**Dipole response of the triply charged 4d ions: questions for a user of these numbers**

Three response numbers are needed when an ion of this row enters a polarisable force field or a dispersion correction, and they do not change along the row at the same rate. The values below come from coupled PBE0 response on free ions with a 28-electron core potential, so the electrons that respond are the eight of 4s and 4p plus the n electrons of 4d.

Triply charged 4d ions in their ground configurations, computed with PySCF 2.14.0: coupled PBE0 response of one real unrestricted determinant at highest spin, def2-QZVPPD basis, scalar-relativistic core potential for 28 electrons, which the electron column includes. The polarisability is the static mean over directions; C6 is for two like ions, S(-4) is a Cauchy moment.

```
species   Z  electrons  configuration  polarisability (bohr^3)  largest over smallest component  C6 (hartree bohr^6)  S(-4) (a.u.)  4 C6 / (3 alpha^2) (hartree)
   Nb3+  41         38       [Kr] 4d2                    5.888                             1.00                25.28          11.7                         0.972
   Mo3+  42         39       [Kr] 4d3                    5.727                             1.00                25.49          9.26                          1.04
   Ru3+  44         41       [Kr] 4d5                    4.954                             1.00                22.57          5.20                          1.23
   Pd3+  46         43       [Kr] 4d7                    4.289                             1.00                19.31          3.40                          1.40
   Ag3+  47         44       [Kr] 4d8                    3.957                             1.00                17.64          2.70                          1.50
   Cd3+  48         45       [Kr] 4d9                    3.671                             1.06                16.16          2.19                          1.60
```

The polarisability α is the induced dipole per unit static field, averaged over three directions. The direction-averaged response columns derive from one set of oscillator strengths f at frequencies ω: the moments are S(k) = Σ f ω^k, so α = S(−2), and the polarisability at imaginary frequency is α(iu) = Σ f/(ω² + u²). The dispersion coefficient of two like ions is C6 = (3/π)∫α(iu)² du. The last column, called w here, is the frequency that a single oscillator of polarisability α would need in order to give the computed C6.

### 1. Which quantity falls most from Nb3+ to Cd3+, and are the rows comparable?

S(−4) falls most, by 81 %, a factor of 5.34. The polarisability falls by 38 % and C6 by 36 %, while w rises by 64 %. The polarisability and S(−4) drop at every step and w rises at every step. C6 has one exception: it goes up from Nb3+ to Mo3+ before it declines.

The rows form one series, apart from a change of basis before Ru that question 7 takes up. Each determinant has the orbital angular momentum of its Hund term (F for Nb, Mo, Pd and Ag, S for Ru, D for Cd), and the spin contamination is at most 0.0015 in ⟨S²⟩. Spin-orbit coupling is absent, so the numbers belong to terms and not to J levels. Two of the five steps span two elements, and slopes quoted for them are averages.

### 2. The ions shrink strongly. Why does the polarisability fall so little?

Two things happen at each step. The nucleus gains a proton that the added 4d electron screens only in part, because electrons of one shell spend much of their time at the same distance from the nucleus. All outer shells therefore contract: in the same calculation the rms radius of 4d goes from 1.854 bohr (Nb) to 1.300 bohr (Cd), which is 30 % less, and 4p shrinks by 25 %. At the same time the number of 4d electrons grows from two to nine. Each electron becomes much stiffer, and there are many more of them.

How much stiffer follows from a closure argument. For one electron with a single mean excitation energy ΔE, second-order perturbation theory gives α = (2/3)⟨r²⟩/ΔE, and the oscillator-strength sum rule gives 1 = (2/3)ΔE⟨r²⟩. Eliminating ΔE leaves α = (4/9)⟨r²⟩², a fourth power of the rms radius r. A shell then contributes in proportion to N·r⁴. From Nb to Cd the fourth power of the 4d radius falls by a factor of 4.15 and n rises by 4.5, so n·r⁴ barely moves: 23.7 bohr⁴ at Nb, a maximum among these rows of 29.2 at Ru, 25.7 at Cd. The 4p shell keeps its six electrons and has no such compensation; its 6·r⁴ drops from 21.0 to 6.6 bohr⁴.

The model α = a·6·r(4p)⁴ + b·n·r(4d)⁴, fitted to all six rows by least squares on the relative error, gives a = 0.170 and b = 0.100 in atomic units. For Mo3+, which was in the fit, the radii 1.302 and 1.742 bohr give 6·r⁴ = 17.3 and 3·r⁴ = 27.6, hence 0.170 × 17.3 + 0.100 × 27.6 = 5.70 bohr³ against 5.727 in the table. With unrounded constants the miss is −0.7 % of the table value, the worst of the six; a row predicted from the other five is off by at most 1.6 % (Nb). Both constants are well under the bare 4/9. Two effects left out of the one-electron argument act in this direction: the Pauli principle forbids transitions into occupied orbitals, and the induced dipoles of the other electrons screen the applied field. A spread of excitation energies acts the other way.

The fit does not say which shell carries the response. The strong 4p→4d channel closes as the d shell fills, which suggests weighting the 4p term by the fraction of d holes, (10 − n)/10. That form fits at least as well (worst row Ru, +0.6 %) and assigns 97 % of the Cd3+ polarisability to 4d, where the first form assigns 70 %. Six smooth points and two smooth terms cannot settle the split, and a and b should be given no meaning. The hole-weighted form is the more physical one, since with a single d hole left the 4p electrons have mostly high-lying orbitals to go to; splitting the coupled response by occupied shell would decide the matter. In both forms the 4d term is nearly flat and the 4p term carries the decline, but both were built with the same n·r⁴, so that agreement is no test. The 4d shell probably loses more than the fits allow: the soft poles of question 3 alone drop from 1.66 bohr³ in Mo3+ to 1.15 in Ag3+, a sizeable part of the total fall of 1.77. The radii come from the same wavefunctions as α, so the agreement links two outputs of one calculation and does not vouch for either.

Hydrogenic scaling with Slater's rules fails. The Slater charge of 4d, Z − 36 − 0.35(n − 1), runs from 4.65 to 9.20, and an inverse fourth power would make Nb3+ 15.3 times as polarisable as Cd3+; the table has 1.60. A free power fitted on logarithms gives an exponent of −0.71 and still misses by up to 4.1 %, with curved residuals. One reason is the growing electron count. The other is that 4d overlaps 4s and 4p and is not screened by them in full. A hydrogenic 4d orbital has an rms radius of √504/Z = 22.4/Z bohr, so the computed radii correspond to charges of about 12 and 17. The increase per element, about 0.7, resembles Slater's 0.65, but it starts from a much larger base, and the relative contraction is correspondingly smaller.

### 3. Why does S(−4) fall so much faster than α?

S(−4) divides each strength by ω⁴ and so listens almost only to the softest excitations. The calculation represents α(iu) by a set of poles, which are not excitation energies but show how the weight is distributed. In Mo3+ the lowest threefold set lies at 0.5012 hartree with a total strength of 0.418. It contributes 0.418/0.2512 = 1.66 to α and 1.66/0.2512 = 6.6 to S(−4). This one set holds 4 % of the total strength S(0), 29 % of α and 72 % of S(−4). In Ag3+ the two lowest sets, at 0.769 and 0.816 hartree, hold 5 %, 29 % and 67 %.

These soft poles lie a little below the smallest gap between an occupied 4d orbital and an empty p orbital of the same spin, 0.587 hartree in Mo3+ and 0.858 hartree in Ag3+. Reading them as 4d→5p is an inference from that closeness. The gap widens because 4d is pulled down far more than the diffuse p orbital, which sees mostly the net charge of +3: in the majority spin the highest occupied 4d level drops from −1.316 to −1.701 hartree between the two ions, and the empty p level only from −0.729 to −0.825.

This nearly accounts for the fall between these two ions. Writing S(−4) = α/ω² with ω proportional to the gap, the step from Mo to Ag multiplies α by 3.957/5.727 = 0.691 and divides by 1.46² = 2.13, which gives 0.324. The table has 2.70/9.26 = 0.292, so the estimate is 11 % high. It rests on two rows. Over all six, fits on logarithms against the 4d radius give exponents of 1.36 for α and 4.75 for S(−4); half the difference, 1.7, is the power with which the soft frequency stiffens, close to the 2 of the closure argument.

In practice S(−4) sets the first frequency dependence, α(ω) ≈ α + S(−4)ω². Of the three quantities it depends most on the lowest excitations. A functional or basis that moved the soft poles by 1 % would move the soft-pole part of S(−4) by about 4 % at fixed strength, and that of α by about 2 %.

### 4. Why is C6 of Mo3+ larger than that of Nb3+ although Mo3+ is less polarisable?

C6 measures how large the fluctuating dipoles are and how much energy they carry. For one oscillator C6 = ¾α²w. This is the definition of the last column and tests nothing, but it splits each step in two. From Nb to Mo α² loses 5.4 % and w gains 6.6 %, leaving +0.8 %. From Ag to Cd w gains almost the same, 6.4 %, but α² loses 13.9 %. The stiffening is ordinary at Mo; the unusual thing is the small loss of polarisability, 0.161 bohr³, against 0.29 to 0.39 per element in the other steps.

Within the shell models of question 2, which are fits, that small loss comes from the electron count. Going from two to three d electrons multiplies n by 1.5, while the contraction multiplies r⁴ by (1.742/1.854)⁴ = 0.779, so n·r⁴ grows by 17 %. From eight to nine the factors are 1.125 and 0.850, a net loss of 4 %. The product n·r⁴ grows while the gain (n + 1)/n outweighs the fourth power of the contraction; among these rows it does so strongly from Nb to Mo, weakly from Mo to Ru, and no longer after Ru. The two fitted forms reproduce the flattening to different degrees: their Nb and Mo values differ by about 0.23 (full 4p) and 0.18 bohr³ (hole-weighted), against 0.161.

The Slater-Kirkwood form says the same for C6. An oscillator of N electrons has α = N/w², so C6 = ¾√N·α^1.5. With N equal to the electrons outside the core, 10 for Nb and 11 for Mo, the step is √(11/10) × (5.727/5.888)^1.5 = 1.049 × 0.959 = 1.006, against 1.008 in the table. For Ag to Cd it gives √(17/16) × (3.671/3.957)^1.5 = 0.921, where the table has 0.916.

The rise of 0.21 hartree bohr⁶ is about twenty times the uncertainty from the printed digits, and both ions have a basis of the same shape, so it is a real result of this calculation. Whether it is a property of the ions is open: an error of 1 % in the ratio of the two C6 values, easily within reach of a functional or a basis, would reverse it. The safe reading is that C6 is flat at the start of the row.

### 5. How far can a single frequency be trusted?

It can be bracketed. With the weights f/ω², which are positive and sum to α, one has α(iu) = α⟨1/(1 + u²/ω²)⟩. This function is convex in 1/ω², whose mean is S(−4)/α, and the same function written as ω²/(ω² + u²) is concave in ω², whose mean is S(0)/α. Jensen's inequality then places α(iu) between two single oscillators with frequencies √(α/S(−4)) and √(S(0)/α), and C6 between the two London values. That every row falls inside is a mathematical necessity; the information lies in the width.

For Ru3+, with S(0) = 12.03 from the same run, the frequencies are √(4.954/5.20) = 0.976 and √(12.03/4.954) = 1.558 hartree. With ¾α² = 18.41 the bounds are 17.97 and 28.68, which are 20 % below and 27 % above the computed 22.57. Their geometric mean is 22.70, or +0.6 %. Across the row the lower bound improves steadily from −27 % (Nb) to −19 % (Cd), and the upper one lies between +26 % and +31 %. The soft 4d poles of the early ions stand further from the bulk of the strength than those of the late ions. The geometric mean has no fitted constant and stays between −2.4 % (Nb) and +1.4 % (Cd), but no theorem supports it and it is an observation on these six rows.

Inverting Slater-Kirkwood gives an effective count N_eff = α·w², which rises from 5.57 to 9.38. A straight line fitted to all rows by ordinary least squares is 4.54 + 0.548·n. N_eff exceeds n in every row, by several electrons at Nb3+ and by less than one at Cd3+: using N = n alone puts C6 40 % low for Nb3+ and only 2 % low for Cd3+, the latter by coincidence of two errors. Using all electrons outside the core overshoots by 32 to 35 % in every row, because the deeply bound part of the strength is counted as if it sat at the mean frequency. The constancy is useful: N_eff is 5.57/10 = 0.557 of that count for Nb and 9.38/17 = 0.552 for Cd, with Ru the highest at 7.45/13 = 0.573. Ru also has the largest residual from the line, +0.17. An effect of the half-filled shell is a possible guess, but the residuals also look like plain curvature, and the basis changes just before Ru.

A related regularity is that α·w stays between 5.72 and 6.07 in atomic units, which is why C6 = ¾α(α·w) follows α and not α². Closure for independent electrons ties that product to two thirds of the summed ⟨r²⟩. That value is more than twice too large, but it changes by only 10 % over the row, although the two do not follow each other step by step.

The oscillator with frequency w gives the like-pair C6 by construction and the wrong shape of α(iu). For Mo3+ it is 6.7 % too high at u = 0.5 hartree and 34 % too low at u = 5; for Ag3+ the overshoot is largest, about 5 %, near u = 0.75 to 1 and the shortfall at u = 5 is 25.5 %. The errors cancel in the like-pair integral. With a much softer or much harder partner the integral weights another range of u and the cancellation is lost, so unlike pairs are better integrated from α(iu) itself.

### 6. Five ions show an anisotropy of 1.00. Are they spherical?

Only Ru3+ is: five parallel d electrons fill all five orbitals and give L = 0. The F-term ions appear isotropic because the real determinant found is a component of cubic symmetry. In Mo3+ the three occupied d orbitals are degenerate, as are the three minority-spin ones of Ag3+, and all four F rows have a vanishing quadrupole moment. A second-rank tensor with cubic symmetry must be isotropic. Other components of the same F term can be anisotropic, so the column describes the determinant and not the term.

Cd3+ cannot hide its shape in this way. It has one d hole, and any single real d orbital has a non-zero quadrupole moment. Its components are 3.598, 3.598 and 3.816 bohr³, or −2.0 % and +3.9 % about the mean. By the same counting, any high-spin ion with one electron or one hole in a spin set of d orbitals (d1, d4, d6, d9) has a D term and must be non-spherical as a real determinant.

The mean is the number to use. In exact theory the trace of the tensor is the same for all components of a term; an approximate functional does not respect this strictly, and the size of the spread is not known here. The anisotropy of a real free ion would further depend on spin-orbit coupling, which grows with Z and reshapes the components into J levels.

### 7. Which digits can be trusted, and what would a change of setting do?

The printed digits limit α to 0.014 % and C6 to 0.031 % at worst, and S(−4) to 0.43 % (the entry 11.7). All model residuals discussed above in α and C6 are larger than that, apart from the near-zero ones. The physical uncertainty is larger again, and with one level of theory the table cannot measure it.

One internal check exists. The total strength S(0) should equal the number of responding electrons for a local potential and a complete basis. It is 9.49 of 10 for Nb3+ and 15.12 of 17 for Cd3+, a deficit growing from 5 % to 11 %. A finite basis and a non-local core potential are both known causes, and these runs do not separate them. The core potential can be expected to supply much of the growth: it acts differently on d electrons than on the p and f functions they are excited into, so it does not commute with the dipole operator, and that term grows with the number of d electrons. If the deficit is real strength missing at high frequency, it matters more for C6 than for α and least for S(−4): a strength δf at frequency ω adds δf/ω² to α and δf/ω⁴ to S(−4), but still contributes to α(iu) up to u of order ω. A crude estimate for Cd3+ puts the change in C6 at the order of 10 % if the strength lay near 3 hartree and of 1 % if near 10 hartree, with α affected about a third as much. These figures assign the whole deficit to the basis and are ceilings; the part due to the core potential calls for no such correction. To the extent that the basis is at fault, C6, w and N_eff are least secure at the right of the row. The deficits of Nb and Mo are alike (5.1 and 5.5 %), so missing strength at like frequencies in the two ions would not remove the rise of question 4.

The basis carries one name but has three f shells for Nb and Mo and four for the rest, and f functions are what a d electron needs for its d→f response. If the smaller set is less complete, Nb and Mo are somewhat low and the drop to Ru, already the steepest at 0.387 bohr³ per element, would be steeper. The shell models show no jump above 1 % there, though a fit can absorb one. The 28 core electrons do not respond at all; they are tightly bound, and the argument above says that they too would matter more for C6 than for α.

For use: quote at most two figures of the absolute values, rely more on the direction of the trends than on exact ratios between the ends of the row, treat Nb3+ and Mo3+ as equal in C6, and watch how S(0) moves whenever the basis is changed (with a core potential it need not reach the electron count). For a neighbouring case the two factors of question 2 give the direction. A lower charge on the same element expands 4d, adds an electron and narrows the gap to 5p, so α should rise, w should fall and S(−4) should rise most.
